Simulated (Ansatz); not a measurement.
## CaO: the change of energy above lowest point and pressure with volume per atom

Equation of state of a cubic crystal from periodic Kohn-Sham density functional theory without spin; pressure corrected for the finite basis. The results are calculated, by Ansatz 0.2.0 development build.

Cell of the first row (space group Fm-3m, No. 225):
```
CELL_PARAMETERS angstrom
0.00000 2.34940 2.34940
2.34940 0.00000 2.34940
2.34940 2.34940 0.00000
ATOMIC_POSITIONS crystal
Ca 0.00000 0.00000 0.00000
O 0.50000 0.50000 0.50000
```

Settings of every row: formula CaO; structure type rock salt; functional r2SCAN; spin treatment none; k mesh 12x12x12; occupation method fermi-dirac; occupation width 0.1 eV; wave cutoff 500 eV; datasets soft-1 PAW; density cutoff ratio 4.

```csv
row,volume per atom (Å³),energy above lowest point (meV/atom),pressure (GPa)
1,12.967,19.67,8.157
2,13.39,4.3,3.611
3,13.813,0,-0.243
4,14.236,?,?
5,14.659,18.11,-6.294
```

Question: what energy above lowest point and pressure should row 4 give?

Worked fit of energy above lowest point. Take u = (V_r/V)^(2/3) − 1 with V_r = 13.602 Å³ an atom, which is twice the finite (Eulerian) strain; such expansions in the strain, on which the Birch-Murnaghan equation of state is built, carry the rest volume and the bulk modulus. The shown rows have u = 0.03239, 0.01053, -0.01021, -0.04867. Least squares give energy above lowest point = 0.881 + 206.58 × u + 11519.7 × u² meV/atom; a straight line predicts inner rows, each left out in turn, worse (root mean square 12 against 0.069 meV/atom). The rows lie off it by 0.01, -0.03, 0.03, 0.00. Its lowest point lies at u = -0.0090, or V = 13.79 Å³ an atom, and the curvature there gives the bulk modulus at fixed shape and fractions, B = (4/9)(1 + u)² E″(u)/V = 117 GPa. The withheld row has u = -0.02991, so the fit gives 0.881 + 206.58 × (-0.02991) + 11519.7 × (-0.02991)² = 5.01 meV/atom.

The calculation gave 5.08 meV/atom. The fit lies 0.07 meV/atom (1.4 % of the value, 0.36 % of the column's range) below it; its largest miss of a shown row is 0.03 meV/atom.

Worked fit of pressure. Take u = (V_r/V)^(2/3) − 1 with V_r = 13.602 Å³ an atom, which is twice the finite (Eulerian) strain; such expansions in the strain, on which the Birch-Murnaghan equation of state is built, carry the rest volume and the bulk modulus. The shown rows have u = 0.03239, 0.01053, -0.01021, -0.04867. Least squares give pressure = 1.6017 + 186.284 × u + 494.67 × u² GPa; a straight line predicts inner rows, each left out in turn, worse (root mean square 0.51 against 0.014 GPa). The rows lie off it by 0.003, -0.007, 0.006, -0.001 (root mean square 0.0049 GPa). The pressure vanishes at u = -0.0088, or V = 13.78 Å³ an atom, and there the bulk modulus at fixed shape and fractions is B = −V dP/dV = (2/3)(1 + u) dP/du = 117 GPa. The withheld row has u = -0.02991, so the fit gives 1.6017 + 186.284 × (-0.02991) + 494.67 × (-0.02991)² = -3.528 GPa.

The calculation gave -3.515 GPa. The fit lies 0.013 GPa (0.09 % of the column's range) below it; its largest miss of a shown row is 0.007 GPa.
